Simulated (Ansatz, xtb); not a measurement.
## Relative energy of two isomers of C3H10BP

We compare I, `CCCBP`, a singlet, with II, `CC(C)BP`, a singlet. Both are isolated molecules in the gas phase, relaxed with B3LYP-D3(BJ)/def2-SVP, each in the lowest conformer that the search found.

Quicker runs give these differences E(II) − E(I): GFN2-xTB +0.93 kcal/mol; HF/STO-3G +0.65 kcal/mol (at GFN2-xTB geometries); r2SCAN-D4/def2-SVP +1.06 kcal/mol (at GFN2-xTB geometries).

Estimate E(II) − E(I) at the level CCSD(T)/def2-SVP + ΔMP2/def2-TZVPP.

Too close to call at this level: CCSD(T)/def2-SVP + ΔMP2/def2-TZVPP gives E(II) − E(I) = +0.35 kcal/mol.

How the difference moves with the method:

```tsv
level	geometry	E(II) − E(I) (kcal/mol)	departure from the last row (kcal/mol)	job, with rough time for the two
GFN2-xTB	GFN2-xTB	+0.93	+0.58	optimisation, 0.72 s
HF/STO-3G	GFN2-xTB	+0.65	+0.30	single point, 0.75 s
r2SCAN-D4/def2-SVP	GFN2-xTB	+1.06	+0.71	single point, 4.4 s
B3LYP-D3(BJ)/def2-SVP	B3LYP-D3(BJ)/def2-SVP	+1.19	+0.84	optimisation, 96 s
HF/def2-SVP	B3LYP-D3(BJ)/def2-SVP	+1.10	+0.75	part of the CCSD(T) run
MP2/def2-SVP	B3LYP-D3(BJ)/def2-SVP	+0.45	+0.10	part of the CCSD(T) run
CCSD(T)/def2-SVP	B3LYP-D3(BJ)/def2-SVP	+0.49	+0.14	single point
CCSD(T)/def2-SVP + ΔMP2/def2-TZVPP	B3LYP-D3(BJ)/def2-SVP	+0.35		single point, 58 s
```

As drawn, both hold the same kinds of bond in the same numbers. Structure I has 1 methyl group, II 2.

The largest departure from CCSD(T)/def2-SVP + ΔMP2/def2-TZVPP is that of B3LYP-D3(BJ)/def2-SVP, 0.84 kcal/mol. The last row adds to CCSD(T) the change of the MP2 difference between the two basis sets, here −0.14 kcal/mol.

With thermal terms from frequencies at re-optimised GFN2-xTB minima (ideal gas, soft modes damped towards free rotors, one conformer each, 298.15 K, 1 atm): the zero-point term adds −0.12 kcal/mol; ΔH is +0.33 and ΔG +0.23 kcal/mol.

The correlated steps freeze 9 core orbitals. Run with Ansatz 0.2.0, xtb 6.7.1; the last row on 2 threads of Intel(R) Xeon(R) Processor @ 2.70GHz on a shared host.

Moving the boryl group from the terminal to the central carbon of the propyl chain leaves the energy almost unchanged, so neither isomer can be assigned as the more stable. This near-balance probably reflects two opposing effects. Branching usually stabilises a saturated carbon skeleton, but electropositive boron prefers a less substituted carbon, because alkyl groups do little to stabilise the negative charge that the polar B–C bond places there. The B–P unit is common to both isomers, so phosphorus lone-pair donation into the empty boron p orbital should largely cancel.

At fixed geometry and basis, the difference falls from +1.10 kcal/mol in Hartree–Fock to +0.49 kcal/mol with CCSD(T), so correlation favours the branched isomer, plausibly through medium-range attraction between the closer-packed alkyl bonds. The thermal terms do not create a clear preference either. Near-equal energies also say nothing about the regioselectivity of a hydroboration route to these compounds, which is normally set by competing barriers.
